If a crystal has been relaxed until its pressure is zero, why can its energy still fall when it is squeezed? Scandium in the diamond structure does this in the calculation below, while lutetium, treated in the same way, hardly does.

Ansatz 0.2.0, BLYP with plane-wave PAW (cutoff 420 eV), scalar-relativistic, no spin polarisation: Lu and Sc in the diamond structure, 55.22 and 40.86 Å³ per atom at scale 1, k meshes 8×8×8 and 9×9×9. Energies are extrapolated to zero smearing and count from scale 1; pressures, positive in compression, are those at the Fermi-Dirac smearing of 0.1 eV.

| volume scale | energy change, Lu (meV/atom) | pressure, Lu (GPa) | energy change, Sc (meV/atom) | pressure, Sc (GPa) |
| --- | --- | --- | --- | --- |
| 0.88 | 25.9 | 1.60 | 0.9 | 0.81 |
| 0.92 | 9.7 | 1.01 | -1.9 | 0.52 |
| 0.96 | 1.4 | 0.48 | -2.1 | 0.25 |
| 1 | 0.0 | 0.01 | 0.0 | 0.00 |
| 1.04 | 4.9 | -0.41 | 4.4 | -0.24 |
| 1.08 | 15.3 | -0.76 | 11.0 | -0.47 |
| 1.12 | 30.5 | -1.06 | 19.8 | -0.69 |

Both metals have practically zero pressure at volume scale 1. For Sc, however, the energy is lower at 0.96 and 0.92 than at 1. A parabola through these three points puts the minimum near 0.94, where the printed pressure is already about 0.36 GPa. The same construction for Lu, with the points from 0.96 to 1.04, puts its minimum near 0.99.

**An unfinished relaxation?**

The first suspicion is that the Sc cell was simply left too large. A cell that still wants to shrink by 6 % of its volume should show it as a negative pressure of a few tenths of a GPa. The table has 0.00 GPa there. By the measure that the relaxation follows, the cell is finished, so pressure and energy must be answering different questions.

**An incomplete basis?**

A plane-wave calculation offers a well-known reason for such a disagreement, the Pulay stress. The computed stress belongs to a fixed set of waves, whereas energies at different volumes are computed with a fixed cutoff, and a larger cell then receives more waves. More waves lower the energy, which favours expansion in a way that the stress does not see. The energy minimum should therefore lie at a larger volume than the point of zero pressure.

In Sc it lies at a smaller one. A correction of the Pulay form, with its strength fitted to the seven Sc rows, does follow the disagreement to within 0.5 meV per atom, but only with the sign opposite to that of a real basis error. The curve fits because the true cause also varies smoothly with volume. Here the direction of the effect decides, and the quality of the fit would have misled.

**The entropy of the electrons**

The third explanation starts from the smearing. In a metal, levels just above and below the Fermi energy are partly filled when the electrons are given a finite temperature $T$, and this disorder carries an entropy $S$. The pressure $P$ is then the slope, with reversed sign, of the free energy $F$ with respect to the volume $V$. The energies in the table are extrapolated to zero smearing instead.

The two are linked by a short argument. At low temperature the entropy of a metal grows in proportion to $T$, so $TS$ grows as $T^2$, and $F$ lies below the zero-smearing energy $E_0$ by half of $TS$. Hence $E_0 \approx F + TS/2$, and between two volumes

$$\Delta E_0 \approx -\int P\,\mathrm{d}V + \Delta\!\left(\frac{TS}{2}\right).$$

The last term matters only if the entropy changes with volume, and it does: in both metals $TS$ rises at every step of expansion. Theory offers a likely reason, though the bands were not examined here. When atoms move apart, their orbitals overlap less and the bands become narrower, so more levels crowd into each electronvolt around the Fermi energy. A larger cell thus offers the smeared electrons more disorder, and they push outward like a weak gas. The relaxation stops where this push balances the pull of the bonds, and once the smearing is removed from the energy, only the pull remains.

The step of Sc from scale 1 to 0.96 shows the balance in numbers. The mean pressure is 0.125 GPa and the volume shrinks by $0.04 \times 40.86 = 1.63$ Å³ per atom; with 6.2 meV to one GPa Å³, the compression costs 1.3 meV. Over the same step the calculation gives a fall of $TS/2$ by 3.4 meV per atom. The sum is −2.1 meV, which is the value in the table.

No constant of this model was adjusted to that row or to any other. Over all rows it reproduces the energies to within 0.1 meV per atom for Sc and 0.3 meV for Lu, whereas the pressure alone misses by up to 11 and 7 meV. The program itself forms $E_0$ from $F$ and $TS/2$, so that relation is not what is being tested. The test is that the separately computed stress adds up to the change of $F$, which leaves hardly any room for a further cause. The printed analysis after this text lists the comparison row by row.

**Why scandium shifts more than lutetium**

The displacement of the minimum follows from a balance of two pressures. At scale 1 the outward push of the entropy is the slope of $TS/2$ with volume, 0.32 GPa for Sc. Compression has to build up about that much pressure before $E_0$ stops falling. With a bulk modulus of 6.1 GPa, taken from the pressures on either side of scale 1, this requires a shrinkage by $0.32/6.1 \approx 0.05$ of the volume, close to the displacement seen in the energies.

For Lu both factors act the other way. The push is 2.2 times weaker and the lattice 1.8 times stiffer, so the estimated shift is about four times smaller, near 0.01. Three things of similar weight make the push weaker: $TS$ at scale 1 is about a quarter smaller in Lu, it grows less steeply with relative volume, and it is spread over a volume per atom that is about a third larger. The smaller $TS$ fits the general picture that the 5d bands of Lu are broader than the 3d bands of Sc and hold fewer levels per electronvolt, although the band widths themselves were not examined here. For a neighbouring metal the same two questions apply: how fast does the electronic entropy grow with volume, and how soft is the lattice?

The displaced minimum also sets a trap in comparing stiffness. At scale 0.88 the energy has risen by 25.9 meV for Lu and by only 0.9 meV for Sc, as if Sc offered almost no resistance. In fact its bulk modulus is a little more than half that of Lu. Squeezing Sc to scale 0.88 takes 12 meV per atom of work against the pressure, but $TS/2$ falls by 11 meV on the way, so the zero-smearing energy ends close to where it began.

**What this means for the cell volume**

The smearing of 0.1 eV corresponds to about 1160 K and serves here as a numerical aid, so the 6 % by which the relaxed Sc cell exceeds the energy minimum is a feature of the settings. If $TS$ still follows the low-temperature law $T^2$ at this smearing, which was not tested with a second value, the minimum of the zero-smearing energy is the better estimate of the volume for cold electrons, and halving the smearing should cut the displacement to about a quarter. The agreement between stress and energy does not vouch for the volumes themselves, because both rest on the same mesh, cutoff and functional; BLYP is a poor choice for metals, and the PAW datasets used with it were made for PBE. Nor is diamond the stable structure of either element, so the moduli found here describe a hypothetical crystal.

Printed output of the fit:

```
Energy change from pressure and entropy, meV/atom:
   row  Sc from pressure  Sc half TS  Sc sum  Lu from pressure  Lu half TS  Lu sum
  0.88             11.99      -11.11  0.8763             31.64      -5.487   26.15
  0.92             5.203       -7.05  -1.847             13.65      -3.735   9.913
  0.96             1.275      -3.385   -2.11             3.378      -1.905   1.473
   1.0                 0           0       0                 0           0       0
  1.04             1.224        3.16   4.384             2.757       2.057   4.815
  1.08             4.846       6.135   10.98             10.82       4.347   15.17
  1.12             10.76        8.99   19.75             23.37        6.93    30.3
Largest miss without entropy, Sc, meV/atom: 11.09
Largest miss with entropy, Sc, meV/atom: 0.05257
Largest miss without entropy, Lu, meV/atom: 7.132
Largest miss with entropy, Lu, meV/atom: 0.2519
fit of energy_Sc - w_Sc on 7 rows: coefficient of log(volume_scale) 83.28 +/- 1.3; rms 0.254, worst 0.88 0.44, leave-one-out rms 0.362
Volume scale of the energy minimum, Sc: 0.9435
Volume scale of the energy minimum, Lu: 0.9889
Printed pressure at the Sc energy minimum, GPa: 0.3615
Slope of half TS and stiffness at scale 1 (same in all rows):
   row  Sc slope GPa  Lu slope GPa  Sc bulk modulus GPa  Lu bulk modulus GPa
  0.88        0.3208        0.1437                6.125                11.12
  0.92        0.3208        0.1437                6.125                11.12
  0.96        0.3208        0.1437                6.125                11.12
   1.0        0.3208        0.1437                6.125                11.12
  1.04        0.3208        0.1437                6.125                11.12
  1.08        0.3208        0.1437                6.125                11.12
  1.12        0.3208        0.1437                6.125                11.12
Estimated shift of the minimum, Sc and Lu, in volume scale: 0.05238, 0.01292
Ratio Sc to Lu of entropy slope, and ratio Lu to Sc of bulk modulus: 2.232, 1.816
Growth exponent of TS with volume, Sc and Lu: 1.36, 1.08
Temperature equal to the smearing, K: 1160
```
